Phaseless AFQMC with a Hartree–Fock (HF) trial looks too good in this table. Its binding error is −25 meV with a standard error of 40 meV, which puts it level with CCSD(T). Yet in the molecule alone the same run lies 106 meV above the reference, 2.7 times its own noise. A calculation that does poorly on the molecule seems to do well on its binding.

Errors in the atomization energy of neutral triplet SiH₄ against CCSDT(Q), without zero-point energy, from Ansatz 0.2.0 and the in-house AFQMC program afq 1. All levels use the cc-pVDZ basis and frozen cores, with a UHF determinant for the molecule at its PBE0/def2-TZVP geometry. The prefix ph means phaseless, and the trial wavefunction follows the slash.

| level | this level less the reference (CCSDT(Q), same basis) (meV) | statistical noise, one standard error (meV) |
| --- | --- | --- |
| HF | -2535.0 | 0.00 |
| MP2 | -468.0 | 0.00 |
| CCSD | -106.0 | 0.00 |
| CCSD(T) | -22.0 | 0.00 |
| CCSDT | -3.0 | 0.00 |
| ph-AFQMC/HF | -25.0 | 40.00 |
| ph-AFQMC/CISD | -1.0 | 8.00 |
| released AFQMC | 10.0 | 9.00 |
| free AFQMC | 3.0 | 10.00 |

The two findings fit together because an atomization energy is a difference. A level of theory that misses some energy in the molecule also misses some in the separated atoms, and only the imbalance reaches the table. A negative error means that the molecule is bound too weakly, because more is missed in the molecule than in the atoms. For the HF trial the atoms' part follows by subtraction as 106 − 25 = 81 meV. Most of what this method misses thus appears to cancel. The molecular run stopped at its set length before its noise had fallen to the target, however, so the size of its miss is itself uncertain.

The HF row shows the same balance on a much larger scale. HF lets each electron move in the average field of the others and so misses their correlation, the way they avoid each other from moment to moment. Measured against the reference, this costs 4316 meV in the molecule. The error of −2535 meV then leaves 4316 − 2535 = 1781 meV for the atoms. A hydrogen atom has a single electron and nothing to correlate, so all of this belongs to silicon.

To see why the molecule has more to lose, one must know which molecule this is. It is a flat SiH₄ with right angles between neighbouring bonds and two unpaired electrons, not the tetrahedral singlet that serves as a precursor gas for silicon films. Its atomization energy of 8.14 eV is therefore no input for a model of film growth. Eight valence electrons fill three orbitals doubly and two singly, and one of the unpaired electrons sits in the silicon 3p orbital that stands upright on the plane.

The free silicon atom has only one doubly occupied valence orbital, 3s, besides two unpaired 3p electrons. Binding the four hydrogen atoms thus creates two new pairs. Electrons of parallel spin are already kept apart by the Pauli principle, which HF respects, whereas two electrons of opposite spin in one orbital share the same space and gain most from avoiding each other. The MP2 calculation of the molecule confirms the role of spin: about 2.8 of its 3.3 eV of correlation energy come from electrons of opposite spin, although this part also includes electrons in different orbitals. HF misses what the new pairs gain, and so it binds too weakly.

The picture can be turned into an estimate without any fitted constant. Suppose that the correlation energy is proportional to the number of doubly occupied valence orbitals. The atom has one and loses 1781 meV in HF, so two new pairs should cost the binding 2 × 1781 = 3562 meV. The HF row shows 2535 meV, which makes the estimate about 40% too large.

What this tests is a ratio, since the atomic value was itself derived with the help of the HF row. Counting pairs says that the molecule should have 3 times the correlation energy of the atom, and the calculation gives 2.4 times. Counting valence electrons instead, eight against four, says 2 times and makes the binding part about 30% too small. Either count gives the sign and the rough size, but neither gives the value, since neither asks how strongly each pair correlates or how much electrons in different orbitals add.

MP2 is the first level to include correlation, and it cuts the error to −468 meV. It does not treat the two sides equally well, though: it recovers 76% of the correlation energy in the molecule but only 69% in the silicon atom. Had it done as well in the atom as in the molecule, the underbinding would have been 603 meV. Part of the apparent success of MP2 is thus its weakness in the atom.

The likely reason for that weakness lies in the empty 3p orbital of the free atom. It is close in energy to 3s, so the 3s pair can move into it at little cost, and a second-order treatment describes such an easy excitation poorly. In the molecule each silicon 3p orbital is either used for bonds or holds an unpaired electron, so this easy way out is gone. This remains an argument, since no calculation here isolates the effect.

CCSD lets the excitations of pairs influence one another, and the atom's handicap disappears: the molecule now recovers 97% and the atom 98%. The remaining −106 meV comes mainly from three electrons moving in concert, for which the molecule with its eight valence electrons offers far more openings than the atom with four. Including these triple excitations in full adds 103 meV to the binding. The perturbative estimate in CCSD(T) catches 84 meV of this, about four fifths, which is why it stops at −22 meV while CCSDT reaches −3 meV.

The AFQMC rows approach the same energy by another route, a random walk whose steps carry complex phases. The phaseless constraint uses a trial wavefunction to keep these phases under control, at the price of a bias that usually shrinks as the trial improves and vanishes for an exact one. A single HF determinant knows nothing of the correlated motion of pairs, so a bias in both the molecule and the silicon atom is what theory leads one to fear. The CISD trial contains such pair excitations, and with it the molecule comes to within 5 meV of the reference, less than its noise.

In the binding energy this improvement can hardly be seen. The row with the CISD trial reads −1 ± 8 meV, and the step from −25 meV is smaller than the noise of the HF-trial row. What the better trial clearly brings is a sounder reason for the small error: there is little left on either side that has to cancel. With the HF trial, a good binding energy depends on the atom and the molecule being wrong by similar amounts.

Letting the constraint go takes the molecule's energy 14 meV below the average of the constrained run, hardly more than the combined noise of the two values, about 12 meV. The change printed in the output, about 5 meV, is the drop from the first to the last energy of the release itself. Neither figure stands clear of the noise, so no bias of the CISD trial can be resolved. The released and free walks, at 10 ± 9 and 3 ± 10 meV, cannot be ranked against each other or against CCSDT. For the free walk, the noise also leaves out any error that remains from its starting state. Their closeness to the reference is also partly a matter of selection, because CCSDT(Q) was accepted as reference only where it agreed with a released walk to within a few tens of meV. All these errors, moreover, hold within one small basis, which itself misses part of the correlation of every pair, usually far more than the few meV that separate the best rows. The output that follows gives the split into molecule and atom for each level.

Output of the analysis:

```
Energy missed against CCSDT(Q) in meV and share of correlation recovered in percent:
             row  molecule meV  Si atom meV  molecule %  Si atom %  binding %
              HF          4316         1781           0          0          0
             MP2          1026        558.4       76.22      68.65      81.54
            CCSD         145.8        39.76       96.62      97.77      95.82
         CCSD(T)         33.69        11.69       99.22      99.34      99.13
           CCSDT           4.5          1.5        99.9      99.92      99.88
     ph-AFQMC/HF         106.3        81.28       97.54      95.44      99.01
   ph-AFQMC/CISD          4.93         3.93       99.89      99.78      99.96
  released AFQMC         -9.06         0.94       100.2      99.95      100.4
      free AFQMC         -2.31         0.69       100.1      99.96      100.1
HF error as share of the reference atomization energy, percent: 31.14
Correlation part of binding per newly formed pair, meV: 1268
Pair count predicts a correlation part of binding of, meV: 3562
Miss of the pair count, percent: 40.52
Electron count predicts a correlation part of binding of, meV: 1781
Miss of the electron count, percent: -29.74
MP2 underbinding if the atom had the molecule's recovered share, meV: 602.9
Error of HF over error of MP2: 5.417
Error of MP2 over error of CCSD: 4.415
Error of CCSD over error of CCSD(T): 4.818
Binding gained from CCSD to CCSD(T), meV: 84
Binding gained from CCSD to CCSDT, meV: 103
Share of the full triples effect on binding caught by (T), percent: 81.55
AFQMC with HF trial, error in units of its noise: -0.625
AFQMC with CISD trial, error in units of its noise: -0.125
Released AFQMC, error in units of its noise: 1.111
Free AFQMC, error in units of its noise: 0.3
AFQMC with HF trial, molecule's miss in units of its own noise: 2.745
Change of the molecule's energy on release of the constraint, meV: -5.19
```
